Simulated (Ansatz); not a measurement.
**From F to I: the dipole moment**

One atom is swapped for its congeners: TiCl3F `[F][Ti]([Cl])([Cl])[Cl]`; TiCl4 (titanium tetrachloride) `[Cl][Ti]([Cl])([Cl])[Cl]`; TiICl3 `[Cl][Ti]([Cl])([Cl])[I]`. The Br member is missing. All are singlets with charge 0.

Shapes, held fixed at every level: PBE0-D4/def2-TZVP. Programs: Ansatz 0.2.0. Values in D.

```csv
level,TiCl3F,TiCl4,TiICl3
PBE-D4/def2-TZVPP,0.22,0.00,0.55
r2SCAN-D4/def2-TZVPP,0.21,0.00,0.51
B3LYP-D4/def2-TZVPP,0.31,0.00,0.52
wB97M-V/def2-TZVPP,0.22,0.00,0.27
```

At wB97M-V/def2-TZVPP the dipole moment isn't monotonic: it is largest for I and smallest for Cl (0.27 and 0.00 D). Every level shows the same order. The two largest values are nearly level. For atoms past krypton def2 sets carry core potentials with scalar relativity. Magnitudes only: a dipole under 1 D may point either way.

The zero for TiCl4 is set by symmetry: four equivalent, strongly polar Ti–Cl bond moments cancel in a tetrahedron. Replacing one chlorine leaves only the mismatch between the new Ti–X moment and that of Ti–Cl, so the minimum at Cl doesn't mark the least polar bond. Fluorine is more electronegative than chlorine and iodine less so, which suggests that the two mixed halides depart from the cancellation in opposite senses; a signed dipole might then run monotonically through zero.

Both residues are small, at most 0.55 D at any level. Differences in bond length may partly offset those in charge separation, but the values given here don't test that. The iodide's lead over the fluoride is clear with three functionals but shrinks markedly with wB97M-V, perhaps because long-range exact exchange alters iodine-to-titanium charge transfer. The order is therefore better supported than the size of the iodine effect.
